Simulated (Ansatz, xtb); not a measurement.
# Relative energy of two isomers of C3H7NO3Si

We compare a, `O=COCC(=O)N[SiH3]`, a singlet, with b, `NC(=O)C(=O)CO[SiH3]`, a singlet. Both are isolated molecules in the gas phase, relaxed with PBE0-D3(BJ)/def2-SVP, each in the lowest conformer that the search found.

Task: Estimate E(b) − E(a) at the level CCSD(T)/def2-SVP + ΔMP2/def2-TZVPP.

Result: Calculated at CCSD(T)/def2-SVP + ΔMP2/def2-TZVPP: E(b) − E(a) = +2.6 kcal/mol, so structure a lies lower.

The same difference at several levels:

```tsv
level	geometry	E(b) − E(a) (kcal/mol)	departure from the last row (kcal/mol)	job, with rough time for the two
GFN2-xTB	GFN2-xTB	+5.2	+2.6	optimisation, 0.22 s
HF/STO-3G	GFN2-xTB	+18.3	+15.7	single point, 0.46 s
r2SCAN-D4/def2-SVP	GFN2-xTB	+5.9	+3.2	single point, 4.4 s
PBE0-D3(BJ)/def2-SVP	PBE0-D3(BJ)/def2-SVP	+5.3	+2.6	optimisation, 61 s
HF/def2-SVP	PBE0-D3(BJ)/def2-SVP	+3.3	+0.7	part of the CCSD(T) run
MP2/def2-SVP	PBE0-D3(BJ)/def2-SVP	+4.6	+2.0	part of the CCSD(T) run
CCSD(T)/def2-SVP	PBE0-D3(BJ)/def2-SVP	+5.1	+2.5	single point
CCSD(T)/def2-SVP + ΔMP2/def2-TZVPP	PBE0-D3(BJ)/def2-SVP	+2.6		single point, 2.1 min
```

As drawn, b has 1 C–C, 1 O–Si, 1 N–H in place of 1 C–O, 1 N–Si, 1 C–H.

The levels shown agree on the order. The largest departure from CCSD(T)/def2-SVP + ΔMP2/def2-TZVPP is that of HF/STO-3G, 15.7 kcal/mol. The last row adds to CCSD(T) the change of the MP2 difference between the two basis sets, here −2.5 kcal/mol.

With thermal terms from frequencies at re-optimised GFN2-xTB minima (ideal gas, soft modes damped towards free rotors, one conformer each, 298.15 K, 1 atm): on the last row, ΔE + ΔZPE = +1.7, ΔH = +2.2, ΔG = +1.1 kcal/mol.

The correlated steps freeze 12 core orbitals. Codes used: Ansatz 0.2.0, xtb 6.7.1; the last row on 4 threads of Arm Neoverse V1 on a shared host.

Isomer a is only slightly favoured, by 2.6 kcal/mol, which probably reflects large opposing bond contributions that nearly cancel. Moving silicon from nitrogen to oxygen should favour b, because the Si–O bond is stronger and more polar than Si–N. Against this, b gives up the resonance-stabilised formate ester of a for a ketone directly attached to the amide carbonyl, where two electron-poor carbons adjoin and the ketone gains no comparable donation from an oxygen lone pair. The ester's advantage seems to outweigh the gain at silicon.

The strong bias towards a in HF/STO-3G is probably due to a minimal basis that describes polar Si–O bonding poorly. The closeness of HF/def2-SVP to the final value looks fortuitous, since correlation raises the difference while the larger basis lowers it. As that basis shift is about as large as the remaining gap, the electronic preference for a is modest rather than secure, and the free-energy difference of +1.1 kcal/mol does not firmly settle the order at room temperature.
